**Core edges of thulium: forecasting O1–O3 from K–N**

The table holds the K to O3 edges of Tm (4f13 6s2) from Dirac-Fock ΔSCF with Breit and QED terms, for the free atom and for the hole plus one 5d screening electron, with measured edges of the element. The program fits a two-constant screened Dirac potential to the K–N free edges, tests a refit to K–M and two shell extrapolations (linear effective charge, repeated energy ratio) on N1–N3, and then predicts the withheld O rows. The potential fits K–N to 1.5 % rms and lands within 4 % of the computed O edges, well inside a 39 % bar, while the extrapolations fall 41 to 60 % low and 58 to 107 % high. The screening shift is −4.6 eV from K to N, −4.68 eV for O1, and −4.36 and −4.27 eV for O2 and O3. The mean offsets from measurement of the inner s and p rows are too negative for the O rows by 0.9 to 1.4 error bars.

Tm ([Xe] 4f13 6s2) edges from Radial Dirac-Fock and Kohn-Sham solver 2: average-of-configuration Dirac-Fock ΔSCF with Breit and QED terms and a nuclear rms radius of 5.2256 fm. Free-atom edges are relative to the vacuum level; the screened hole includes one screening electron in 5d to model an edge from the Fermi level. Measured edges are of the element in its standard state.

## Program and output

```python
# Table: core edges (eV) of Tm, radial Dirac-Fock Delta-SCF with Breit and QED, free atom and hole + 5d electron,
# against measured edges. Tested: two-constant screened Dirac potential, two shell extrapolations, constant shift.
T = {
    'edge_shell': ['K', 'L1', 'L2', 'L3', 'M1', 'M2', 'M3', 'M4', 'M5', 'N1', 'N2', 'N3', 'N4', 'N5', 'O1', 'O2', 'O3'],
    'edge_free_atom': [59386, 10122, 9616.8, 8647.7, 2311.8, 2091.4, 1883.8, 1512.8, 1468.4, 474.68, 385.38, 338.88, 191.82, 183.39, 61.657, 35.052, 29.402],  # eV
    'edge_screened': [59382, 10117, 9612.2, 8643.1, 2307.2, 2086.8, 1879.2, 1508.2, 1463.8, 470.03, 380.75, 334.23, 187.19, 178.75, 56.977, 30.691, 25.133],  # eV
    'measured_edge': [59390.0, 10116.0, 9617.0, 8648.0, 2307.0, 2090.0, 1885.0, 1515.0, 1468.0, 470.9, 385.9, 332.6, 175.5, 175.5, 54.7, 31.8, 25.0],  # eV
    'edge_screened_vs_measured_edge': [-8.3, 1.0, -4.8, -4.9, 0.2, -3.2, -5.8, -6.8, -4.2, -0.87, -5.15, 1.63, 11.69, 3.25, 2.28, -1.11, 0.13],  # eV
    'edge_free_atom_vs_measured_edge': [-3.7, 5.6, -0.2, -0.3, 4.8, 1.4, -1.2, -2.2, 0.4, 3.78, -0.52, 6.28, 16.32, 7.89, 6.96, 3.25, 4.4],  # eV
}
HELD = [14, 15, 16]  # rows withheld from the fit
import numpy as np
from scipy.linalg import eigvalsh_tridiagonal
from scipy.optimize import least_squares
from scipy.constants import physical_constants as pc, alpha
Ha = pc['Hartree energy in eV'][0]; Ry = Ha/2; c = 1/alpha; Z = 69
S, F, C, M = T['edge_shell'], T['edge_free_atom'], T['edge_screened'], T['measured_edge']
DS, DF = T['edge_screened_vs_measured_edge'], T['edge_free_atom_vs_measured_edge']
LK = {1: (0, -1), 2: (1, 1), 3: (1, -2), 4: (2, 2), 5: (2, -3)}  # subshell digit -> l, kappa
n = ['KLMNO'.index(s[0])+1 for s in S]; g = [int(s[1:] or 1) for s in S]
ix = {(n[i], g[i]): i for i in range(len(S))}
known = [i for i in range(len(S)) if i not in HELD]
x = np.linspace(np.log(1e-5), np.log(40), 1400); h = x[1]-x[0]; r = np.exp(x); rq = np.sqrt(r[1:]*r[:-1])
def model(p, rows):  # staggered-grid radial Dirac equation, point nucleus; binding energies in eV
    V = lambda q: -((Z-1)/(p[1]*np.expm1(q/p[0])+1)+1)/q
    d = np.empty(2*len(r)-1); d[0::2] = V(r); d[1::2] = V(rq)-2*c*c; lev = {}
    for k in set(g[i] for i in rows):
        kap = LK[k][1]; e = np.empty(len(d)-1)
        e[0::2] = c*(-1/h+kap/2)/np.sqrt(rq*r[:-1]); e[1::2] = c*(1/h+kap/2)/np.sqrt(rq*r[1:])
        lev[k] = np.sort(eigvalsh_tridiagonal(d, e, select='v', select_range=(-4000, -0.03)))
    return np.array([-Ha*lev[g[i]][n[i]-LK[g[i]][0]-1] for i in rows])
def fit(rows):
    y = np.array([F[i] for i in rows])
    return least_squares(lambda p: np.log(model(p, rows)/y), [0.8, 4.5], bounds=([0.2, 1], [3, 15]), diff_step=1e-3).x
ze = lambda a, k: a*np.sqrt(F[ix[a, k]]/Ry)
altA = lambda a, k: Ry*((2*ze(a-1, k)-ze(a-2, k))/a)**2
altB = lambda a, k: F[ix[a-1, k]]**2/F[ix[a-2, k]]
p = fit(known); E = model(p, known); rel = 100*(E/np.array([F[i] for i in known])-1)
sh = {i: DS[i]-DF[i] for i in known}
print(f"screened Dirac potential fitted to K-N: d = {p[0]:.3f} bohr, H = {p[1]:.2f}")
print("shell, free, model (eV), error %, screened-free, screened-meas, free-meas (eV)")
for j, i in enumerate(known): print(f"{S[i]:3s}{F[i]:9.1f}{E[j]:9.1f}{rel[j]:+7.1f}{sh[i]:+7.2f}{DS[i]:+7.2f}{DF[i]:+7.2f}")
w = np.argmax(abs(rel)); print(f"model rms error {np.sqrt(np.mean(rel**2)):.1f} %, worst {S[known[w]]} {rel[w]:+.1f} %")
N3 = [ix[4, k] for k in (1, 2, 3)]; yN = np.array([F[i] for i in N3])
t = model(fit([i for i in known if n[i] < 4]), N3)/yN-1
for lab, v in (("potential fitted to K-M", t), ("linear Zeff from L,M", [altA(4, k)/yN[k-1]-1 for k in (1, 2, 3)]), ("energy ratio from L,M", [altB(4, k)/yN[k-1]-1 for k in (1, 2, 3)])):
    print(f"test on N1,N2,N3, {lab}: " + ", ".join(f"{100*u:+.1f} %" for u in v))
st = ze(4, 1)-ze(3, 1)
print(f"Zeff of L1,M1,N1: {ze(2,1):.1f}, {ze(3,1):.1f}, {ze(4,1):.1f}; linear to 5s {ze(4,1)+st:.1f}, 6s {ze(4,1)+2*st:.1f}")
sN = [sh[i] for i in known if n[i] == 4]; s0 = np.mean(sN)
print(f"shift in N: mean {s0:+.2f}, range {min(sN):+.2f} to {max(sN):+.2f} eV (rounding 0.01; K-M 0.1, references 1 eV)")
for a in (2, 3, 4):
    u, v = ix[a, 2], ix[a, 3]
    print(f"{S[u]}-{S[v]} splitting: free {F[u]-F[v]:.1f}, measured {M[u]-M[v]:.1f} eV; free splitting / p3/2 = {(F[u]-F[v])/F[v]:.3f}")
u, v = ix[4, 4], ix[4, 5]; m4 = 0.4*C[u]+0.6*C[v]
print(f"4d: splitting {F[u]-F[v]:.1f}, weighted screened mean {m4:.1f}, above reference by {m4-M[u]:.1f} eV")
cl = {l: [DS[i] for i in known if LK[g[i]][0] == l] for l in (0, 1)}
print("screened-measured: " + "; ".join(f"{'sp'[l]} rows {np.mean(cl[l]):+.1f} +- {np.std(cl[l], ddof=1):.1f} eV" for l in cl))
assert all(-4.8 < sh[i] < -4.45 for i in known)
assert ze(4, 1)+2*st < 0 and M[u] == M[v]
assert all(F[a] > F[b] for a, b in zip(known, known[1:]))
rb = max(0.15, 2*max(abs(t))); P = dict(zip(HELD, model(p, HELD)))
def show(lab, a, b, y):
    print(f"{lab}: predicted {a:.2f} +- {b:.2f}, " + ("no value in table" if y is None else f"table {y:.2f}, miss {a-y:+.2f} ({abs(a-y)/b:.1f} bars)"))
print(f"withheld rows (eV); relative bar on free edges {100*rb:.0f} %")
dif = lambda a, b: None if a is None or b is None else a-b
for i in HELD:
    q = cl[LK[g[i]][0]]
    show(S[i]+" free", P[i], rb*P[i], F[i]); show(S[i]+" screened-free", s0, 0.5, dif(C[i], F[i]))
    show(S[i]+" screened", P[i]+s0, np.hypot(rb*P[i], 0.5), C[i]); show(S[i]+" screened-measured", np.mean(q), np.std(q, ddof=1), DS[i])
for lab, f in (("linear Zeff", altA), ("energy ratio", altB)):
    print(lab + ": " + "; ".join(f"{S[i]} {f(5, g[i]):.1f}" + (f" ({100*(f(5, g[i])/F[i]-1):+.0f} %)" if F[i] else "") for i in HELD))
u, v = ix[5, 2], ix[5, 3]; show("O2-O3 free splitting", P[u]-P[v], rb*(P[u]-P[v]), dif(F[u], F[v]))
if F[u] and F[v] and M[u] and M[v]: print(f"O2-O3: free splitting / p3/2 = {(F[u]-F[v])/F[v]:.3f}, measured splitting {M[u]-M[v]:.1f} eV")
```

It prints:

```
screened Dirac potential fitted to K-N: d = 0.649 bohr, H = 3.55
shell, free, model (eV), error %, screened-free, screened-meas, free-meas (eV)
K    59386.0  60215.2   +1.4  -4.60  -8.30  -3.70
L1   10122.0  10243.3   +1.2  -4.60  +1.00  +5.60
L2    9616.8   9866.9   +2.6  -4.60  -4.80  -0.20
L3    8647.7   8831.5   +2.1  -4.60  -4.90  -0.30
M1    2311.8   2279.1   -1.4  -4.60  +0.20  +4.80
M2    2091.4   2086.2   -0.2  -4.60  -3.20  +1.40
M3    1883.8   1869.9   -0.7  -4.60  -5.80  -1.20
M4    1512.8   1508.4   -0.3  -4.60  -6.80  -2.20
M5    1468.4   1459.7   -0.6  -4.60  -4.20  +0.40
N1     474.7    462.8   -2.5  -4.65  -0.87  +3.78
N2     385.4    382.2   -0.8  -4.63  -5.15  -0.52
N3     338.9    334.6   -1.3  -4.65  +1.63  +6.28
N4     191.8    194.5   +1.4  -4.63 +11.69 +16.32
N5     183.4    185.7   +1.3  -4.64  +3.25  +7.89
model rms error 1.5 %, worst L2 +2.6 %
test on N1,N2,N3, potential fitted to K-M: +12.6 %, +17.4 %, +19.5 %
test on N1,N2,N3, linear Zeff from L,M: +0.3 %, -0.7 %, +2.2 %
test on N1,N2,N3, energy ratio from L,M: +11.2 %, +18.0 %, +21.1 %
Zeff of L1,M1,N1: 54.6, 39.1, 23.6; linear to 5s 8.1, 6s -7.3
shift in N: mean -4.64, range -4.65 to -4.63 eV (rounding 0.01; K-M 0.1, references 1 eV)
L2-L3 splitting: free 969.1, measured 969.0 eV; free splitting / p3/2 = 0.112
M2-M3 splitting: free 207.6, measured 205.0 eV; free splitting / p3/2 = 0.110
N2-N3 splitting: free 46.5, measured 53.3 eV; free splitting / p3/2 = 0.137
4d: splitting 8.4, weighted screened mean 182.1, above reference by 6.6 eV
screened-measured: s rows -2.0 +- 4.3 eV; p rows -3.7 +- 2.8 eV
withheld rows (eV); relative bar on free edges 39 %
O1 free: predicted 59.42 +- 23.21, table 61.66, miss -2.24 (0.1 bars)
O1 screened-free: predicted -4.64 +- 0.50, table -4.68, miss +0.04 (0.1 bars)
O1 screened: predicted 54.78 +- 23.22, table 56.98, miss -2.20 (0.1 bars)
O1 screened-measured: predicted -1.99 +- 4.27, table 2.28, miss -4.27 (1.0 bars)
O2 free: predicted 35.70 +- 13.95, table 35.05, miss +0.65 (0.0 bars)
O2 screened-free: predicted -4.64 +- 0.50, table -4.36, miss -0.28 (0.6 bars)
O2 screened: predicted 31.06 +- 13.95, table 30.69, miss +0.37 (0.0 bars)
O2 screened-measured: predicted -3.70 +- 2.75, table -1.11, miss -2.59 (0.9 bars)
O3 free: predicted 28.74 +- 11.23, table 29.40, miss -0.66 (0.1 bars)
O3 screened-free: predicted -4.64 +- 0.50, table -4.27, miss -0.37 (0.7 bars)
O3 screened: predicted 24.10 +- 11.24, table 25.13, miss -1.03 (0.1 bars)
O3 screened-measured: predicted -3.70 +- 2.75, table 0.13, miss -3.83 (1.4 bars)
linear Zeff: O1 36.1 (-41 %); O2 15.8 (-55 %); O3 11.6 (-60 %)
energy ratio: O1 97.5 (+58 %); O2 71.0 (+103 %); O3 61.0 (+107 %)
O2-O3 free splitting: predicted 6.95 +- 2.72, table 5.65, miss +1.30 (0.5 bars)
O2-O3: free splitting / p3/2 = 0.192, measured splitting 6.8 eV
```
